Dear colleague,

You are right that the vacuum correlation of the pion field does not vanish at spacelike separation: it falls off over the reduced Compton wavelength, 1.41 fm. No signal travels that way, however, because signalling is governed by the commutator, and the commutator has a closed form that is exactly zero outside the light cone. Below I derive it and then compare what it gives for the photon, electron, muon, pion and proton masses and for a laboratory plasma.

**Conventions.** The metric is $(+,-,-,-)$, $x^2=t^2-r^2$, $\hbar=c=1$, with $\hbar c=197.327$ MeV fm and 1 fm/$c=3.336\times10^{-24}$ s for conversion. The charged pion needs a complex field,

$$\phi(x)=\int\frac{d^3k}{(2\pi)^3\,2\omega}\left(a_{\mathbf k}e^{-ikx}+b^\dagger_{\mathbf k}e^{ikx}\right),\qquad \omega=\sqrt{\mathbf k^2+m^2},$$

with $[a_{\mathbf k},a^\dagger_{\mathbf k'}]=[b_{\mathbf k},b^\dagger_{\mathbf k'}]=(2\pi)^3\,2\omega\,\delta^3(\mathbf k-\mathbf k')$, where $a^\dagger$ creates a $\pi^-$ and $b^\dagger$ a $\pi^+$. Then $[\phi(x),\phi(0)]=0$ everywhere, and

$$[\phi(x),\phi^\dagger(0)]=D(x)-D(-x)\equiv i\Delta(x),\qquad D(x)=\int\frac{d^3k}{(2\pi)^3\,2\omega}\,e^{-ikx}.$$

For a real field $b=a$ and the same $i\Delta$ is $[\phi(x),\phi(0)]$. Subtracting the two exponentials, after $\mathbf k\to-\mathbf k$ in the second, gives

$$\Delta(t,\mathbf x)=-\int\frac{d^3k}{(2\pi)^3}\frac{\sin\omega t}{\omega}\,e^{i\mathbf k\cdot\mathbf x}.$$

So $\Delta$ is real, odd in $t$, solves $(\Box+m^2)\Delta=0$, and has $\Delta=0$ and $\partial_t\Delta=-\delta^3(\mathbf x)$ at $t=0$. It is named after the 1928 work of Jordan and Pauli on the massless case.

**Closed form.** The angular integral gives $\Delta=-\frac{1}{2\pi^2r}\int_0^\infty dk\,k\sin kr\,\sin\omega t/\omega$, which is a derivative of the corresponding function in one space dimension:

$$\Delta=-\frac{1}{2\pi r}\,\partial_r\Delta_1,\qquad \Delta_1=-\int_{-\infty}^{\infty}\frac{dk}{2\pi\omega}\sin(\omega t-kr).$$

Put $k=m\sinh\vartheta$, so that $\omega=m\cosh\vartheta$ and $dk/\omega=d\vartheta$. For $t>r$ write $t=s\cosh\eta$, $r=s\sinh\eta$ with $s=\sqrt{x^2}$. The phase becomes $ms\cosh(\vartheta-\eta)$, and the standard representation $\int_{-\infty}^\infty\sin(z\cosh\vartheta)\,d\vartheta=\pi J_0(z)$ gives $\Delta_1=-\tfrac12J_0(ms)$. For $|t|<r$ write $t=\rho\sinh\eta$, $r=\rho\cosh\eta$. The phase becomes $-m\rho\sinh(\vartheta-\eta)$, its sine is odd about $\vartheta=\eta$, and the integral vanishes. With oddness in $t$, $\Delta_1=-\tfrac12\,\mathrm{sgn}(t)\,\theta(x^2)J_0(ms)$. At fixed $t$, $\partial_r=-2r\,\partial/\partial x^2$, hence $\Delta=\pi^{-1}\partial\Delta_1/\partial x^2$. The step yields $\delta(x^2)J_0(0)$, and $dJ_0(ms)/ds^2=-mJ_1(ms)/2s$, so

$$\Delta(x)=-\frac{1}{2\pi}\,\mathrm{sgn}(t)\left[\delta(x^2)-\theta(x^2)\,\frac{mJ_1(ms)}{2s}\right].$$

There is a front on the cone that does not depend on the mass, a tail inside the cone that carries all the mass dependence, and nothing outside. That last statement is microcausality: currents and energy densities built locally from $\phi$ and $\phi^\dagger$ commute at spacelike separation.

**Why the correlation survives.** At spacelike separation go to the frame with $t=0$. There $D=mK_1(mr)/(4\pi^2r)$, which is positive and even in $\mathbf x$. The commutator is the amplitude for a $\pi^-$ to go from $0$ to $x$ minus the amplitude for a $\pi^+$ to go from $x$ to $0$, and these are equal. Were the two masses different, the difference of two $K_1$ functions would remain. I measure the correlation against its massless value $1/(4\pi^2r^2)$ by $W=mr\,K_1(mr)$.

**Response to a source.** Define $G_{\rm ret}=-\theta(t)\Delta=i\theta(t)[\phi(x),\phi^\dagger(0)]$. Two time derivatives of the step produce $-\delta(t)\,\partial_t\Delta=+\delta^4(x)$, the term with $\Delta(0,\mathbf x)$ being zero, so $(\Box+m^2)G_{\rm ret}=\delta^4(x)$ and

$$G_{\rm ret}=\frac{\delta(t-r)}{4\pi r}-\theta(t-r)\frac{mJ_1(ms)}{4\pi s}.$$

Switch on a classical point source, $(\Box+m^2)\phi=g\,\theta(t)\,\delta^3(\mathbf x)$. Integrating $G_{\rm ret}$ over time, with $u=ms$ as variable in the tail,

$$\frac{4\pi r\,\phi}{g}=\theta(t-r)\left[1-mr\int_0^{m\sqrt{t^2-r^2}}\frac{J_1(u)\,du}{\sqrt{u^2+m^2r^2}}\right].$$

The unscreened $1/r$ field arrives at the speed of light whatever the mass. The tail then removes part of it. As $t\to\infty$ the field must solve $(-\nabla^2+m^2)\phi=g\,\delta^3(\mathbf x)$, which is the Yukawa form $g\,e^{-mr}/4\pi r$, so the tail cancels the fraction $S=1-e^{-mr}$ of the front.

**Fermions.** With spinors normalised to $\sum u\bar u=\gamma\cdot p+m$ and $\sum v\bar v=\gamma\cdot p-m$, the free Dirac field has

$$\{\psi(x),\bar\psi(0)\}=\int\frac{d^3p}{(2\pi)^3\,2E}\left[(\gamma\cdot p+m)e^{-ipx}+(\gamma\cdot p-m)e^{ipx}\right]=(i\gamma^\mu\partial_\mu+m)\,i\Delta(x),$$

since $i\gamma^\mu\partial_\mu+m$ acting on $-e^{ipx}$ gives $(\gamma\cdot p-m)e^{ipx}$. At $t=0$ it reduces to $\gamma^0\delta^3(\mathbf x)$. A derivative cannot enlarge the support of $\Delta$, so the anticommutator vanishes outside the cone and bilinears such as the current commute there. Commutator quantisation would flip the sign of the antiparticle term and leave $D(x)+D(-x)$, which does not vanish. Strictly inside the forward cone, $\partial_\mu[J_1(ms)/s]=-mJ_2(ms)\,x_\mu/s^2$ gives

$$\{\psi(x),\bar\psi(0)\}=\frac{m^2}{4\pi}\left[\gamma\cdot x\,\frac{J_2(ms)}{s^2}+i\,\frac{J_1(ms)}{s}\right].$$

At $r=0$ and $mt\gg1$, $J_1$ and $J_2$ approach $\sqrt{2/\pi mt}$ times $\cos(mt-3\pi/4)$ and $\sin(mt-3\pi/4)$, so the components with $\gamma^0=+1$ oscillate as $e^{-imt}$ and those with $\gamma^0=-1$ as $e^{+imt}$: particles and antiparticles at rest.

**The comparison.** The inputs are the approximate rest energies in the second column. From them follow $\lambda=\hbar/mc$ and the interval $s_1=3.8317\,\lambda$ at which the tail of $\Delta$ first changes sign, 3.8317 being the first positive zero of $J_1$. The last three columns refer to one common distance, $r_0=\lambda_\pi=1.414$ fm.

| mass of | $mc^2$ (MeV) | $\lambda$ (fm) | $s_1$ (fm) | $mr_0$ | $S$ | $W$ |
|---|---|---|---|---|---|---|
| photon | 0 | $\infty$ | no tail | 0 | 0 | 1 |
| electron | 0.510999 | 386.2 | 1480 | 0.00366 | 0.00365 | 0.99996 |
| muon | 105.658 | 1.868 | 7.16 | 0.757 | 0.531 | 0.709 |
| $\pi^\pm$ | 139.570 | 1.414 | 5.42 | 1 | 0.632 | 0.602 |
| proton | 938.272 | 0.2103 | 0.806 | 6.72 | 0.9988 | 0.00412 |

A column for $\Delta$ at spacelike separation would hold zero in every row. For the three fermions $S$ and $W$ describe the scalar functions $\Delta$ and $D$ of that mass, on which the Dirac operator still has to act; they do not describe a force, and $s_1$ is the zero of the $J_1$ term only. For the photon row, the free potential in Feynman gauge has $[A_\mu(x),A_\nu(0)]=-ig_{\mu\nu}\Delta(x)$ with $m=0$.

**The trend.** For $t>r$ the tail is $\Delta=(m^2/4\pi)\,J_1(z)/z$ with $z=ms$: one universal curve, whose height scales as $m^2$ and whose extent in $s$ scales as $1/m$. Three regimes follow.

For $mr\ll1$, the photon and electron rows, propagation over 1.4 fm is effectively massless. Just behind the front $J_1(z)/z\to\tfrac12$, so the tail starts at $m^2/8\pi$, which is 0.0199 fm$^{-2}$ for the pion and smaller by $(m_e/m_\pi)^2=1.34\times10^{-5}$ for the electron. The screening is nevertheless linear in the mass, $S\approx mr$: a tail of height proportional to $m^2$ lasts a time proportional to $1/m$ and is compared with $1/4\pi r$. The correlation reacts only at second order, $1-W\approx-\tfrac12(mr)^2[\ln(mr/2)+\gamma_E-\tfrac12]$ with $\gamma_E$ Euler's constant, which is $4.2\times10^{-5}$ for the electron.

For $mr\approx1$, muon and pion, front and tail are comparable. Follow the switched-on source at $r_0$ with the pion mass. The quantity $4\pi r\phi/g$ jumps to 1 at $t=1.414$ fm/$c$ and falls at the initial rate $m^2r/2$. It reaches its first minimum when the tail changes sign, at $t=\sqrt{r_0^2+s_1^2}=5.60$ fm/$c$, where the integral leaves 0.278. This undershoots the final value $e^{-1}=0.368$, which is then approached by ringing. At late times $J_1(z)/z\to\sqrt{2/\pi}\,z^{-3/2}\cos(z-3\pi/4)$ with $z\approx mt$: the ringing has the rest-mass frequency, and the power $t^{-3/2}$ is the spreading in three dimensions of the slow modes, which are the ones still near the source. The clock is fast, with $s_1/c=1.81\times10^{-23}$ s.

For $mr\gg1$, the proton row, the tail cancels all of the front but $e^{-mr}=0.00120$, and $W\to\sqrt{\pi mr/2}\;e^{-mr}$, which gives 0.0039 against the tabulated 0.00412. The static field and the spacelike correlation share one exponential because both are fixed by the singularity at $\mathbf k^2=-m^2$, a pole of $1/\omega^2$ for the first and a branch point of $1/\omega$ for the second. That shared exponential is why the two are easily confused, though the first is built up from inside the cone and the second is a property of the vacuum that no source has set up.

**A version for the oscilloscope.** In a cold, collisionless, unmagnetised electron plasma the linear response is $\partial_t\mathbf j=\varepsilon_0\omega_p^2\mathbf E$ (SI units here). Its curl, with Faraday's law and no field initially, gives $\nabla\times\mathbf j=-\varepsilon_0\omega_p^2\mathbf B$, and Maxwell's equations become

$$(\partial_t^2-c^2\nabla^2+\omega_p^2)\,\mathbf B=\nabla\times\mathbf j_{\rm ext}/\varepsilon_0 .$$

Each Cartesian component of $\mathbf B$ propagates with the same $G_{\rm ret}$, with $mc^2\to\hbar\omega_p$. For an illustrative fully ionised hydrogen plasma with $n=10^{18}$ m$^{-3}$, $\omega_p=\sqrt{ne^2/\varepsilon_0m_e}=5.64\times10^{10}$ s$^{-1}$, the model's mass is 37.1 $\mu$eV, $\lambda=c/\omega_p=5.31$ mm and $s_1/c=67.9$ ps. Ion motion changes $\omega_p^2$ by $m_e/m_p=5.4\times10^{-4}$. At an assumed $k_BT=10$ eV the thermal corrections to the ringing are of order $k_BT/m_ec^2=2.0\times10^{-5}$, and a typical collision rate of order $10^6$ s$^{-1}$ is about $2\times10^{-5}$ of $\omega_p$. The static limit is less robust. A thermal electron with $v=\sqrt{k_BT/m_e}=c/226$ crosses $\lambda$ in 4.0 ns, and after that the local response and with it the Yukawa screening fail. Front, tail and the first ringing lie well inside that window.

**What the free-field rows leave out.** In the interacting theory the commutator is an operator, and its vacuum expectation value for a local scalar field is the Källén–Lehmann superposition $i\int dM^2\rho(M^2)\,\Delta(x;M)$ over the masses $M$ of the states that the field creates. Every term vanishes outside the cone, so the support is unchanged, but the numbers inside can change.

For the pion, decay is irrelevant: a lifetime of about 26 ns means $\Gamma/m=1.8\times10^{-16}$. Structure is not. The hadronic continuum starts near $3m_\pi$, and per unit spectral weight its static contribution at $r_0$ is suppressed against the pole by $e^{-2}=0.135$ or more, while its tail just behind the front is enhanced by $M^2/m^2$, a factor of 9 or more. The weight depends on the interpolating field chosen, and the pion's charge radius of roughly 0.66 fm is not small against $r_0$. The pion row is therefore the free-field model's: dependable for $r$ or $s$ of several fm, indicative at 1.4 fm, and not to be trusted for the edge value 0.0199 fm$^{-2}$. The proton row only illustrates the heavy regime, since the charge radius of roughly 0.84 fm is 4.0 times $\lambda$ and the continuum starts one pion mass above the pole, with suppression only $e^{-1}$ at $r_0$. For electron and muon the corrections are of nominal size $\alpha/\pi=0.0023$ times logarithms and depend on the gauge; the charged field is local in covariant gauges and not in Coulomb gauge, while currents and field strengths commute at spacelike separation in any gauge.

The superposition is also where this function enters your X-ray lines. At order $\alpha$ the photon acquires spectral weight at $M\ge2m_e$ from electron-positron pairs. The time integral of each retarded function is a Yukawa term $e^{-Mr}/4\pi r$, and their weighted sum is the Uehling potential, whose longest range is $\lambda_e/2=193$ fm. In pionic hydrogen the reduced mass from the tabulated inputs is 121.5 MeV and the point-Coulomb Bohr radius $\hbar/(\mu c\alpha)$ is 223 fm, so the lightest terms have $Mr$ of order one across the ground-state orbit. That is the middle regime of the table, in which the tail has cancelled only part of the front.